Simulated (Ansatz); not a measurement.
## Ta₄C₃ (Pm-3m), a film clamped to a substrate

All numbers below come from DFT PBEsol, scalar-relativistic, plane waves, PAW in Ansatz. Settings: plane waves to 420 eV, k-mesh 10×10×10 (Γ-centred), Gaussian smearing 0.15 eV. Spin–orbit coupling is left out, which matters for the heavy elements here. No spin polarisation. Energies are free energies at this smearing, counted from the undisturbed cell; pressure is positive in compression.

Reference structure (relaxed at this level; it needn't be the usual structure):

```xyz
7
Lattice="4.4026 0.0000 0.0000 0.0000 4.4026 0.0000 0.0000 0.0000 4.4026" Properties=species:S:1:pos:R:3 pbc="T T T"
Ta    0.0000    2.2013    2.2013
Ta    2.2013    0.0000    2.2013
Ta    2.2013    2.2013    0.0000
Ta    0.0000    0.0000    0.0000
C     2.2013    0.0000    0.0000
C     0.0000    2.2013    0.0000
C     0.0000    0.0000    2.2013
```

The cell (7 atoms, V0 = 85.34 Å³) is strained by p along both x and y and by q along z, fractional coordinates fixed. τp = (1/V0) ∂E/∂p = (σxx + σyy)(1 + p)(1 + q) and τq = (1/V0) ∂E/∂q = σzz(1 + p)², with tension positive.

| p | q | ΔE (meV/atom) | τp (GPa) | τq (GPa) |
| --- | --- | --- | --- | --- |
| 0.000 | 0.000 | 0.00 | -0.08 | -0.04 |
| -0.040 | 0.000 | 108.34 | -76.32 | -13.09 |
| 0.040 | 0.000 | 81.13 | 49.84 | 13.05 |
| 0.000 | -0.040 | 42.08 | -14.38 | -29.61 |
| 0.000 | 0.040 | 32.04 | 12.04 | 19.74 |

Task: Get the second derivatives of the energy density.

Result: Central differences give A = ∂τp/∂p = 1577 GPa (C11 + C22 + 2 C12), C = ∂τq/∂q = 617 GPa (C33) and the cross term B = ∂τq/∂p = 327 GPa (C13 + C23); ∂τp/∂q = 330 GPa must equal B, and any difference shows higher-order terms. Steps this large leave an error of some per cent of A or C in all of these, which can swamp a small B. The ions are clamped. In a cubic crystal C11 = C = 617, C12 = B/2 = 163 GPa and A should be 2(C11 + C12) = 1561 GPa; the bulk modulus is (C11 + 2 C12)/3 = 315 GPa.

Task: A film of this crystal grows with z along the normal on a substrate that imposes p. How does its thickness respond, and what does the misfit cost?

Result: Count p and q from the stress-free cell. A free surface needs τq = 0, so q = −(B/C) p = -0.53 p. The energy density left is (A − B²/C) p²/2 = M p², with the biaxial modulus M = 702 GPa; a misfit of 1 % costs 5.34 meV/atom, against 6.00 meV/atom if the thickness were held.

At p = -0.080 the energies along q are 884.3 (q = -0.080), 629.3 (q = -0.040), 502.2 (q = 0.000), 466.7 (q = 0.040), 493.2 (q = 0.080) meV/atom.

Task: Does the linear rule hold at this misfit?

Result: A parabola through the lowest point and its neighbours has its minimum at q = 0.043, 466.5 meV/atom. With the stress left in the starting cell, τp0 and τq0, linear elasticity gives q = −(τq0 + Bp)/C = 0.042 and E = V0(τp0 p + τq0 q + Ap²/2 + Bpq + Cq²/2)/N = 342.2 meV/atom. The energies differ by more than a tenth, so the quadratic law fails here: the gap holds the anharmonic part, with some error from the wide steps. Cubic terms also shift the vertex of so wide a parabola.

In a metal these slopes depend on the k mesh and the smearing.

The lattice is much stiffer along a cube axis (617 GPa) than in its coupling between axes (163 GPa). This fits a rock-salt framework with ordered carbon vacancies, where straight Ta–C–Ta chains held by Ta d–C p σ bonds run along the axes and take up axial strain directly. The thickness therefore recovers only part of the in-plane area change, and a compressed film stays denser than the free crystal.

Compression costs more than equal extension in both strain directions, as expected when short-range repulsion rises steeply. At the largest misfit the excess over the quadratic energy is already present at fixed thickness, so it comes mainly from the in-plane compression and not from the Poisson response. The near agreement in the optimum q thus doesn't validate the harmonic energy.

Clamping the ions costs nothing for these strains, because inversion symmetry at every site forbids a linear internal displacement. Resistance to shear or to symmetry-breaking distortions remains untested, so the film's mechanical stability doesn't follow.
